Errors of Gamma-centred k meshes against a 12×12×18 mesh for Hf₂N (P4₂/mnm, 6-atom cell, a = 5.313, c = 3.242 Å) at fixed atoms. Energies are extrapolated to zero smearing; force changes are the largest over atoms and axes. The runs use Ansatz 0.2.0 with plane-wave PAW, scalar-relativistic r2SCAN, no spin polarisation, a 500 eV cutoff and Gaussian smearing of 0.1 eV.

```csv
k mesh,energy less reference (meV/atom),largest force change (eV/Å),irreducible k points
1x1x1,698,0.403,1
1x1x2,16.7,0.709,2
2x2x4,-16.1,0.0697,9
4x4x4,12.1,0.129,18
4x4x6,-2.97,0.0694,24
4x4x8,4.54,0.0551,30
6x6x8,4.14,0.0134,50
6x6x10,-0.953,0.00322,60
8x8x12,-0.179,0.00472,105
10x10x14,0.314,0.00968,168
10x10x16,-0.021,0.00090,189
```

Going from the 4×4×6 mesh to 4×4×8 adds points along the short c axis and changes nothing else, yet the energy gets worse. It was 2.97 meV/atom below the reference and is now 4.54 meV/atom above it. The same happens near the fine end, where 10×10×14 lies further from the reference than 8×8×12. The errors do shrink over the whole table, but they don't shrink steadily and they change sign several times. What makes a finer mesh give a poorer energy?

The tempting answer is that accuracy is bought by the number of points, and that the reversals are scatter around a smooth decline. A straight line can be fitted by least squares to the logarithm of the error's size against the logarithm of the number of points in the full mesh. It was fitted to the nine meshes from 2×2×4 on, since the two coarsest ones have only one or two points along c. The error then falls roughly as the number of points to the power −1.3, so doubling the points cuts it by a factor of about 2.4. The fitted line, however, typically misses a row by a factor of 2.5, which is as much as that doubling is worth.

The number of points therefore describes the overall decline but is a poor guide to the next step. The cleanest case against it is the pair 4×4×8 and 6×6×8. The second mesh has 2.25 times as many points, all of the gain being in the plane, and the energy moves by only 0.4 meV/atom while an error of about 4 meV/atom remains. Adding two divisions along c instead, from 6×6×8 to 6×6×10, moves it by 5.1 meV/atom. Here 1.25 times as many points did far more than 2.25 times as many, so a mere count can't tell how far the next step will move the energy.

Nor does a count explain the signs. A coarse mesh might seem to resemble a small basis set, which gives an energy that is too high and comes down as the set grows. But a mesh doesn't restrict the shape of the wavefunctions in this way; it replaces an average over all wavevectors by an average over a few. Such a sample can err on either side, as the negative entries show.

A second explanation looks to the smearing. In a metal some levels lie right at the Fermi level, and the calculation spreads their occupation over about a tenth of an electronvolt to keep it stable. This adds an entropy term, and the energy at zero smearing is estimated by adding half of that term to the computed free energy. Because the entropy term itself depends on the mesh, the correction could bring in the swings.

The calculation gives the entropy term for each mesh, so this can be tested by taking the correction out again. The swings stay: the free energy alone is off by −2.9 meV/atom at 4×4×6, by +4.3 at 4×4×8 and by −0.7 at 6×6×10. From 4×4×4 to 6×6×10 the correction makes up at most 22 % of the energy error. On the finest meshes it does count. Without it, 10×10×14 is off by 0.18 meV/atom and 8×8×12 by 0.20, so the small reversal between these two comes from the correction. At 10×10×16 it even decides the sign, but there the whole error is only 0.02 meV/atom.

The third explanation starts from the edge between filled and empty states. A mesh with eight divisions along c treats the crystal as a closed ring of eight cells in that direction. Only waves that fit the ring are allowed, so each continuous band is replaced by a ladder of separate levels. If the ring is made longer, the ladder becomes finer, but its rungs also shift relative to the Fermi level. One ring may have a rung right at that level, while the next has its rungs on either side of it.

This shift changes the energy because each rung stands for a stretch of band. When a rung sits exactly at the Fermi level, half of its stretch lies below and ought to lower the energy, but the rung itself, at zero depth, contributes no such gain. The energy then comes out higher than when two rungs straddle the level. A longer ring shortens the stretches and so reduces the largest possible error, but where the rungs fall still decides how much of it appears, and with which sign. That is how a finer mesh can be worse.

The picture has another consequence that can be checked. A rung at the Fermi level raises the energy and also makes the mesh count too many states there. The errors of the energy and of the density of states at the Fermi level should therefore rise and fall together. With Gaussian smearing of width σ, the entropy term equals σ²D/2, where D is that density of states, so the same calculations supply it. For the reference mesh D is about 2.3 states per eV and cell.

From 4×4×4 to 6×6×10 the free energy and the density of states err in the same direction on all five meshes. The free energy is the right partner here, because the zero-smearing energy already contains part of the entropy term and would favour agreement. Among the three finer meshes only 10×10×14 agrees. On all three the free-energy errors are only about 0.2 meV/atom or less, so the reference's own mesh error, which is not known, may matter.

The 2×2×4 mesh is a more serious exception. Its energy is too low although it counts too many states at the Fermi level. With only two divisions in the plane, the ring picture for the c axis alone is probably too simple: refining the plane from 2×2×4 to 4×4×4 shifts the energy by 28 meV/atom. On rings this short, even completely filled bands are expected to be sampled poorly, which adds an error that has nothing to do with the Fermi edge. The match of signs is thus support for the picture, not proof of it.

The sizes of the two errors offer a further test. Let R be the length of the ring and v the speed of the electrons at the Fermi level. As the Fermi level μ moves through the ladder, the leading error of the grand potential Ω, which is the free energy less μ times the number of electrons, oscillates as cos(Rμ/ħv + φ), where φ is a constant phase. The density of states is minus the second derivative of Ω with respect to μ. Differentiating the cosine twice gives

ΔD = (R/ħv)² ΔΩ,

where Δ marks the mesh error. At a fixed number of electrons the error of the free energy equals ΔΩ to first order. The density of states is taken at each mesh's own Fermi level, and if the shift of that level is neglected, each mesh with matching signs yields a rough speed v.

Take 6×6×8 as an example. Its free-energy error is 3.79 meV/atom, or 6 × 3.79 = 22.7 meV for the cell, and its density of states is too high by 0.84 states per eV and cell. The ratio 0.0227/0.84 is 0.027 eV², and its square root gives ħv/R ≈ 0.16 eV.

The ring is 8 × 3.242 = 25.9 Å long. Multiplying by this length and dividing by ħ, which is 0.658 eV fs, gives about 6.5 Å/fs, or 6.5×10⁵ m/s. Electrons at the Fermi level of metals typically move at some 10⁵ to 2×10⁶ m/s, so the size is reasonable.

The six meshes from 4×4×4 on whose signs match give speeds between about 3×10⁵ and 11×10⁵ m/s. No constant was adjusted to obtain them, although a single band and a single direction should have given one value, not a spread of more than three. Real Hf₂N has several bands with different speeds, and the mesh also cuts the plane into rings. The highest speed, from 4×4×6, is especially uncertain: the Fermi level there lies 0.11 eV below that of the reference, about as much as the smearing width, and the estimate neglects this shift. The square root makes the test lenient as well, since a fourfold mistake in the ratio only doubles the speed. The estimate suggests that Fermi-level states can produce errors of the observed size, but it doesn't predict the error of a given mesh.

Of the three explanations, the count of points gives the general decline, and the smearing correction a minor share except on the finest meshes. The uneven sampling of the Fermi edge is the one that can account for the large reversals and that fits most of the signs, with the exceptions named. It also tells what to look for in a neighbouring material. In an insulator there is no edge inside a band, the quantity being averaged is smooth, and the mesh error dies away exponentially once the rings are long enough. In another metal the swings should return, but with signs that depend on its own bands and can't be copied from this table.

The choice of direction remains less clear. One simple rule would be to make the rings about equally long in all directions. At 4×4×8 the rings in the plane measure 4 × 5.313 = 21.3 Å and are shorter than the one along c, so the plane would seem to need refining first. Yet this was the step that left the energy almost unchanged. The stresses from the same calculations speak against a real insensitivity to the plane. This step changes the stress along c by 0.47 GPa; the step from 6×6×8 to 6×6×10 changes it by 0.73 GPa, which is not much more, but moves the energy over ten times as far. The quiet energy is thus more likely a chance cancellation in this one pair.

The forces give another reason not to trust that quiet step. From 4×4×8 to 6×6×8 the largest force change drops by a factor of four while the energy stands still. The opposite happens at 1×1×2, where the energy error has fallen to 16.7 meV/atom from 698 at 1×1×1, but the force error is the largest in the table, 0.709 eV/Å. One quantity can look settled while another is still far off.

For practical work this means that a small change between two meshes is not yet a sign of convergence. It is safer to refine one direction at a time and to watch the quantity that is needed. In this table, each step that refined only the c axis changed the energy by about as much as the coarser mesh's error, or by more, so that step was a fair warning. The step in the plane from 4×4×8 was not: it suggested an error ten times too small. A mesh should be accepted only after each direction has been refined in its turn from that mesh, and the largest of these changes, not the last one, should be taken as a rough guide to the error.
